A crystal near its preferred volume might be taken for a good spring: squeezed or stretched by the same amount, it should push or pull back equally hard. For TiAl₃ this picture gives the right scale. Its bulk modulus, the pressure needed per relative change of volume, is about 100 GPa, so a change of one per cent in volume takes roughly 1 GPa. Over the whole table, however, the spring changes its character, and its stiffness more than halves between the most compressed and the most expanded cells.

Ansatz 0.2.0, scalar-relativistic PBE with PAW and plane waves to 420 eV, for TiAl₃ (I4/mmm) without spin polarisation; 16×16×16 k mesh, Gaussian smearing of 0.1 eV. Cell shape and atoms were relaxed at each fixed volume. Energies are extrapolated to zero smearing and given relative to the elemental crystals; positive pressure means compression.

```csv
volume (relaxed cell) (Å³/atom),c/a (relaxed cell),shortest distance (relaxed cell) (Å),energy over elements (eV/atom),pressure (GPa)
14.025,2.2361,2.608,-0.302,17.470
14.503,2.2361,2.637,-0.346,12.040
14.981,2.2392,2.665,-0.375,7.400
15.460,2.2392,2.693,-0.391,3.410
16.416,2.2424,2.746,-0.391,-2.950
16.894,2.2467,2.771,-0.379,-5.470
17.532,2.2524,2.803,-0.351,-8.270
```

**The compressed cells, 14.025 to 15.460 Å³/atom**

A positive pressure means that the crystal pushes outwards and has to be held at its volume. Pressure is also minus the slope of the energy against volume, so the high pressure at the top of the table and the rapid fall of the energy there are one and the same fact. As the cell is allowed to grow, the push weakens and each further step gains less energy.

How far this stretch departs from a spring can be worked out from the two rows that enclose the energy minimum, 15.460 and 16.416. Between them the pressure drops from 3.41 to −2.95 GPa over 0.956 Å³/atom. A spring of constant stiffness would keep this slope everywhere: 6.36/0.956, or 6.65 GPa for each Å³/atom.

The first row lies 1.435 Å³/atom below 15.460. The spring therefore adds 6.65 × 1.435 = 9.5 GPa to the 3.4 GPa already present and predicts about 13 GPa. The calculation gives 17.5 GPa in this row, which had no part in setting the line. The spring thus misses about a quarter of the computed pressure, because the crystal hardens as it is squeezed.

The reason is the different reach of two opposing effects. Bonding draws the atoms together and changes rather gently with distance. Against it stands a repulsion: electrons confined to less space gain kinetic energy, and the Pauli principle resists the overlap of filled shells. This repulsion not only grows but also stiffens as the atoms approach, so each further bit of compression raises the pressure by more than the last, where a constant spring would add the same amount each time. That is the standard account of cohesion; the calculation yields only the sum of the two effects, and the hardening is what the sum shows.

The energies of these rows need some care in reading. They compare a squeezed compound with unsqueezed elements, so they contain the work of compression as well as the gain from forming TiAl₃. The −0.302 eV/atom of the first row doesn't mean that the compound is bound more weakly at its own natural volume.

**The two equal energies, 15.460 and 16.416 Å³/atom**

Both rows print −0.391 eV/atom, which looks like a flat floor. The pressures show otherwise: at 15.460 the crystal still pushes outwards, and at 16.416 it already pulls inwards. The two cells stand on opposite walls of a valley, at almost the same height.

A straight line between the two pressures reaches zero at 15.97 Å³/atom. The true minimum lies at a slightly smaller volume, because the pressure curve sags below such a line. The area under the pressure between either row and this point puts the bottom of the valley only about 0.005 eV/atom below the two printed values. The energy of formation at the natural volume is therefore close to −0.40 eV/atom for this density functional.

For the modest pressures of ordinary use, this middle stretch is the relevant one. With a bulk modulus of 106 GPa between these two rows, a pressure of 0.1 GPa, or a thousand bar, shrinks the crystal by about 0.1 per cent. The figure holds for a cold, perfect lattice; heat would soften it, and pores would make a real part more compliant.

**The expanded cells, 16.894 and 17.532 Å³/atom**

Beyond the minimum the crystal pulls inwards. The pull grows as the cell expands, but by less for each further bit of volume. The cells at 14.981 and 16.894 lie almost equally far from the minimum on either side, yet the push in the first is about a third stronger than the pull in the second. The repulsion that made compression costly is now fading, and its steepness fades with it. The stiffness comes from this repulsion: an attraction that weakens with distance gives no restoring spring of its own and even takes some stiffness away. So the crystal grows softer as the repulsion fades.

The constant spring fails here in the opposite sense. It predicts a pull of 10.4 GPa for the last row, where the calculation finds 8.3 GPa. The same curvature of the pressure explains both misses: the spring is too soft for the squeezed crystal and too stiff for the stretched one. A useful summary is that the bulk modulus rises by about 4 GPa for each GPa of added pressure, averaged over the table; the steps are in the output below.

The negative pressures belong to a perfect crystal that is held open and keeps its symmetry. They are not a measure of tensile strength, since a real piece can crack or shear long before such a pull is reached.

**The shape of the cell, all rows**

The ratio c/a compares the tall edge of the cell with the edge of its square base. It rises from 2.236 to 2.252 down the table, so the crystal doesn't swell evenly: the tall edge grows by 8.3 per cent and the base edge by 7.5 per cent. Under pressure from all sides, c is the direction that gives way more; a load along a single axis was not computed.

The distances suggest why. In the first row the nearest atoms within a square layer are 2.61 Å apart, while neighbours in adjacent layers are 2.77 Å apart. If the shorter contacts already sit on the steeper part of the repulsion, the layers resist a change of their own size more than a change of their spacing. This would be the argument of the pressure curve applied to directions, but it remains a conjecture, because directed bonds between titanium and aluminium could have the same effect.

The rise of c/a comes in steps, with 2.2361 and 2.2392 each appearing twice. These plateaus come from a shape relaxation that stopped slightly early. In both pairs the leftover stress would shorten the tall edge relative to the base in the smaller cell and lengthen it in the larger one, which turns the plateau into a slope. Judged by the steps of about 0.003 between the plateaus, the resulting error in c/a is roughly 0.001 to 0.002, well below the total rise of 0.016, so the overall trend can be trusted while the single steps can't.

The analysis program printed:

```
Steps from the row above:
     row  energy change (eV/atom)  minus mean pressure times volume step (eV/atom)  mean pressure (GPa)  bulk modulus between the rows (GPa)
  14.503                   -0.044                                         -0.04402                14.75                                  162
  14.981                   -0.029                                           -0.029                 9.72                                143.1
   15.46                   -0.016                                         -0.01616                5.405                                126.8
  16.416                        0                                        -0.001372                 0.23                                  106
  16.894                    0.012                                          0.01256                -4.21                                 87.8
  17.532                    0.028                                          0.02736                -6.87                                75.53
Volume of zero pressure by linear interpolation (Å³/atom): 15.97
Depth of the minimum below the row 15.460, triangle under the pressure (eV/atom): 0.005455
Depth of the minimum below the row 16.416, triangle under the pressure (eV/atom): 0.004082
Straight-line pressure at 14.025 (GPa): 12.96
Computed less straight-line pressure at 14.025 (GPa): 4.513
Straight-line pressure at 17.532 (GPa): -10.37
Computed less straight-line pressure at 17.532 (GPa): 2.104
Size of pressure at 14.981 over that at 16.894 (ratio): 1.353
Bulk modulus of the first step over that of the last (ratio): 2.145
Rise of bulk modulus per rise of pressure, first against last step (GPa per GPa): 3.999
Cell shape:
     row  edge a (Å)  edge c (Å)  contact between layers (Å)  leftover stress along c less along a (GPa)
  14.025       3.688       8.247                       2.766                                    -0.06741
  14.503       3.729       8.339                       2.797                                     0.07615
  14.981       3.769       8.439                       2.829                                      -0.074
   15.46       3.808       8.528                       2.859                                     0.08476
  16.416       3.883       8.708                       2.917                                       0.145
  16.894       3.919       8.804                       2.947                                    0.001503
  17.532       3.964       8.929                       2.985                                     -0.1407
Growth of edge a and of the contact within layers, first to last row (%): 7.477
Growth of edge c, first to last row (%): 8.26
Growth of the contact between layers, first to last row (%): 7.913
Rise of c/a, first to last row: 0.0163
```
